## Removing a 2p1/2 electron from carbon-like Yb64+ to Au73+

Six electrons surround a nucleus of charge Z = 70 to 79. The outermost pair sits in 2p1/2 and feels the nearly bare nucleus, with the other electrons as a perturbation. The Koopmans value is the Dirac–Hartree–Fock orbital energy with its sign reversed. The final removal energy adds to it the TDHF-screened shift (a self-energy from time-dependent Hartree–Fock screening), the Breit part and the QED part.

B-spline many-body code 1: removal of a 2p1/2 electron from carbon-like ions, closed shell [He] 2s2 (2p1/2)2, by no-pair Dirac-Hartree-Fock (Dirac-Coulomb) plus a diagonal self-energy. Each self-energy shift is relative to the Koopmans value. The final removal energy is the Koopmans value plus the TDHF-screened shift, the Breit part and the QED part.

```tsv
species	Z	charge (e)	Koopmans value (2p1/2) (eV)	ΔSCF less Koopmans (2p1/2) (eV)	second-order shift (2p1/2) (eV)	shift, TDHF screening (2p1/2) (eV)	Breit part (2p1/2) (eV)	QED part (2p1/2) (eV)	removal energy, final (2p1/2) (eV)	table value (eV)	kind of table value
Yb64+	70	64	16225.1	-1.5941	0.5824	0.4331	-33.187	-0.23355	16192.1	16191	tabulated theory
Lu65+	71	65	16766.3	-1.6098	0.5586	0.4151	-34.883	-0.30481	16731.5	16730	tabulated theory
Hf66+	72	66	17318.9	-1.6259	0.5332	0.3955	-36.646	-0.38401	17282.2	17280	tabulated theory
Ta67+	73	67	17883.1	-1.6426	0.5084	0.3763	-38.479	-0.47180	17844.5	17840	tabulated theory
W68+	74	68	18459.2	-1.6599	0.4831	0.3565	-40.385	-0.56885	18418.6	18476	semi empirical
Re69+	75	69	19047.4	-1.6778	0.4579	0.3368	-42.365	-0.67586	19004.7	19000	tabulated theory
Os70+	76	70	19647.8	-1.6963	0.4331	0.3172	-44.424	-0.79354	19602.9	19600	tabulated theory
Ir71+	77	71	20260.8	-1.7154	0.4089	0.2980	-46.562	-0.92265	20213.7	20210	tabulated theory
Pt72+	78	72	20886.6	-1.7352	0.3841	0.2782	-48.785	-1.0641	20837.1	20840	tabulated theory
Au73+	79	73	21525.5	-1.7557	0.3594	0.2582	-51.094	-1.2189	21473.4	21470	tabulated theory
```

### 1. Why 16 to 21 keV, and why faster than Z²?

A first estimate takes the binding to the bare nucleus and subtracts the repulsion of five electrons. The point-nucleus Dirac level is mc²[1 − √((1+γ)/2)], with γ = √(1 − (Zα)²) and α the fine-structure constant. The first-order repulsion follows from non-relativistic hydrogenic integrals, direct less exchange with the 1s and 2s pairs plus the direct term with the 2p1/2 partner, and sums to 0.9451 Z hartree.

For Yb, Zα = 0.511 gives γ = 0.860, a bracket of 0.0357 and a level of 18250 eV. The repulsion is 0.9451 × 70 = 66.2 hartree, or 1800 eV. The estimate, 18250 − 1800 = 16450 eV, lies 1.39 % above the Koopmans value.

Nothing was fitted: the estimate was applied to all ten rows, as the output after the text shows. Since the code itself solves the Dirac equation, the estimate sizes the parts and tests nothing. Relativity adds 1583 eV (Yb) to 2697 eV (Au) to the Schrödinger level Z²/8 hartree, and the subtracted repulsion grows more slowly than Z². Both effects push the effective power of Z above 2, to 2.34.

The overbinding rises steadily to 1.71 % at Au. The gap between Dirac level and Koopmans value exceeds the first-order repulsion by 12.5 % (Yb) to 18.1 % (Au), roughly half of (Zα)². Theory expects this order, because relativistic contraction of 1s, 2s and 2p1/2 raises their repulsion. Higher-order screening works the other way: like the σ²/8 term of (Z − σ)²/8, it adds binding and narrows the gap, so contraction alone accounts for somewhat more than this net excess. Neither screening nor the finite nucleus is separated here.

### 2. Which correction to Koopmans' value is largest?

The Breit part, in every row. It is 77 times the TDHF shift at Yb and 198 times at Au, though only about 0.2 % of the Koopmans value. Scaling explains the order. The magnetic and retarded interaction is the Coulomb repulsion (∝ Z) times (v/c)² ∝ (Zα)², hence α²Z³. The table gives a power of 3.57, and both relativistic contraction and screening that fades with Z argue for an excess over 3. Relaxation and correlation are second order, a squared repulsion (Z²) over an excitation energy. That energy grows as Z² for excitation to another shell and, to leading order, as α²Z⁴ from 2p1/2 to 2p3/2. Neither part therefore grows as Breit does, and both stay near two electronvolts. QED exceeds the TDHF shift in size from Ta onward.

### 3. Relaxation lowers the removal energy, so why is the shift positive?

ΔSCF less Koopmans is the energy the ion gains when its orbitals readjust to the hole. It is a diagnostic and is not added to the final value. The second-order shift contains roughly this relaxation plus the correlation that the removed electron had with the others. Losing that correlation costs energy. For Yb, 0.582 − (−1.594) = 2.18 eV, falling to about 2.1 eV at Au. Reading this remainder as correlation is approximate. The shift is thus a difference of two larger terms, and stronger relaxation supplies 72 % of its fall along the series. The full TDHF screening lowers the shift by 0.10 to 0.15 eV, whereas screening the direct term alone raises it.

### 4. What changes if a 2s electron is removed instead?

The same calculations give the 2s hole, compared here for Yb and Au. The bare Dirac 2s and 2p1/2 levels are degenerate, but 2s penetrates the 1s shell and is repelled less by its own partner than 2p1/2 is, so it is bound more strongly, by 246.9 and 304.7 eV. Its QED part, −15.6 and −24.8 eV, is 67 and 20 times the 2p1/2 value. QED acts close to the nucleus, which 2s reaches fully and 2p1/2 only through its small component. The 2s part grows as Z^3.86, near the (Zα)⁴ of theory. The 2p1/2 power of 13.7 is no scaling law. In units of (α/π)(Zα)⁴mc²/8 this part runs almost linearly from −0.023 to −0.074 and extrapolates to zero near Z = 66, as a small remainder of opposing terms would. The results do not list those terms separately. Breit is halved for 2s. The second-order shift turns negative because the remainder beyond relaxation is only +0.19 and +0.46 eV.

### 5. How far does each rung miss the table value?

For the nine entries of tabulated theory, Koopmans lies 34.1 to 55.5 eV too high. Either shift adds under 0.6 eV and mends none of this. Breit brings the misses to between −1.9 and +5.4 eV, and QED to between −2.9 and +4.7 eV. This compares theory with theory, not with measurement.

### 6. Is W68+ irregular?

The final value lies 57.4 eV (0.31 %) below its entry, the only semi-empirical one. The computed steps Ta→W→Re are 574.1 and 586.1 eV, and along the whole series each step exceeds the last by 11 to 13 eV. The entries step by 636 and 524 eV. The W entry lies 16.8 eV above even the Koopmans value, whereas the summed corrections are negative in every row. The irregularity therefore belongs to the entry, and the data do not show its cause.

### 7. Which digits can be trusted?

The eight theory entries from Lu onward end in zero, which suggests rounding to 10 eV. All eight final values round to their entries, so the negative miss of Pt needs no cause. Seven of these eight misses are positive, and the mean of all eight is +2.5 eV, against a scatter of 1.0 eV for such a mean from rounding alone. A constant offset of −0.3 to +2.1 eV fits these rows and includes the +1.1 eV of Yb, whose entry runs to 1 eV. Such an offset is plausible but unproven. It is also the size of the correlation remainder: ΔSCF with Breit and QED lies about 2 eV below the final value, still rounds to all eight entries, brings their mean miss to +0.5 eV and misses Yb by −0.9 eV. Whether the entries include correlation is not shown. Recoil is left out, but at a mass ratio of a few millionths it is of order 0.1 eV at most.

The theory entries thus support the final values to the tens of electronvolts, and the Yb entry, missed by about one electronvolt with or without correlation, cannot choose between the two; the printed tenths are unchecked. The reference tests Breit, hardly QED, and not the self-energy, whose four computed forms span 0.38 eV (Yb) and 0.28 eV (Au). The final form was also chosen after comparison with 13 atoms, so agreement there is no blind test.

The shell is closed in jj coupling only. Pole strengths (the one-hole weight) of 0.9992 to 0.9996 in Yb, Hf, Ta, Re, Ir and Au show nearly pure hole states. In light carbon-like ions the 2p splitting is small against the repulsion, and the closed-shell picture does not carry over.

The analysis program printed:

```
Estimate = bare Dirac 2p1/2 level - 0.9451 Z hartree (all energies in eV)
ion  Z*alpha  Z^2/8  Dirac  Dirac-Koopmans  first-order  ratio  estimate error %
Yb64+ 0.511 16667 18250 2025 1800 1.125 +1.39
Lu65+ 0.518 17147 18831 2064 1826 1.131 +1.42
Hf66+ 0.525 17633 19423 2104 1852 1.136 +1.46
Ta67+ 0.533 18126 20028 2145 1877 1.142 +1.49
W68+ 0.540 18626 20645 2185 1903 1.148 +1.53
Re69+ 0.547 19133 21274 2227 1929 1.155 +1.57
Os70+ 0.555 19647 21917 2269 1955 1.161 +1.60
Ir71+ 0.562 20167 22573 2312 1980 1.168 +1.64
Pt72+ 0.569 20694 23242 2355 2006 1.174 +1.67
Au73+ 0.576 21228 23925 2400 2032 1.181 +1.71
Dirac less Z^2/8: Yb 1583, Au 2697
Yb to Au change: final 5281.3, Koopmans 5300.4, Breit -17.91, QED -0.99, TDHF shift -0.17
End-to-end power of Z: Koopmans 2.34, Breit 3.57, QED 13.7, relaxation 0.80
Breit/Koopmans: Yb -0.205 %, Au -0.237 %; |Breit|/TDHF shift 77, 198; Breit/QED 142, 42
First ion with |QED| above the TDHF shift: Ta67+
Second-order shift less relaxation: Yb 2.176, Au 2.115; fall of shift -0.223, of relaxation -0.162 (72 %)
Second-order less TDHF shift: Yb 0.149, Au 0.101
Largest |Koopmans+TDHF+Breit+QED - final| 0.09 (two values rounded to 0.1)
Miss against reference: ion  Koopmans  +2nd order  +TDHF  +TDHF+Breit  final | step computed, reference
Yb64+ +34.1 +34.7 +34.5 +1.3 +1.1
Lu65+ +36.3 +36.9 +36.7 +1.8 +1.5 | 539.4 539
Hf66+ +38.9 +39.4 +39.3 +2.6 +2.2 | 550.7 550
Ta67+ +43.1 +43.6 +43.5 +5.0 +4.5 | 562.3 560
W68+ -16.8 -16.3 -16.4 -56.8 -57.4 | 574.1 636
Re69+ +47.4 +47.9 +47.7 +5.4 +4.7 | 586.1 524
Os70+ +47.8 +48.2 +48.1 +3.7 +2.9 | 598.2 600
Ir71+ +50.8 +51.2 +51.1 +4.5 +3.7 | 610.8 610
Pt72+ +46.6 +47.0 +46.9 -1.9 -2.9 | 623.4 630
Au73+ +55.5 +55.9 +55.8 +4.7 +3.4 | 636.3 630
Theory entries ending in 0: 8; equal to final rounded to 10 eV: 8; positive misses: 7
Their mean miss +2.5; scatter of such a mean from rounding alone 1.0
Constant offset allowed by +-5 rounding: -0.3 to +2.1; by Yb (+-0.5): +0.6 to +1.6
W68+ (semi-empirical): miss -57.4 = -0.31 %; reference above Koopmans by 16.8
Second differences of final: 11.3 to 12.9
Yb64+: span of four 2p1/2 shifts 0.38; 2s less 2p1/2: Koopmans 247.3, final 246.9
  QED 2s/2p 67; Breit 2p/2s 1.99; Breit+QED 2p -33.4, 2s -32.2
  QED in units (alpha/pi)(Z alpha)^4 mc^2/8 = 10.1 eV: 2p -0.023, 2s -1.54; 2s shift less relaxation +0.19
Au73+: span of four 2p1/2 shifts 0.28; 2s less 2p1/2: Koopmans 303.9, final 304.7
  QED 2s/2p 20; Breit 2p/2s 2.00; Breit+QED 2p -52.3, 2s -50.4
  QED in units (alpha/pi)(Z alpha)^4 mc^2/8 = 16.4 eV: 2p -0.074, 2s -1.52; 2s shift less relaxation +0.46
End-to-end power of Z for 2s: QED 3.86, Breit 3.56
```
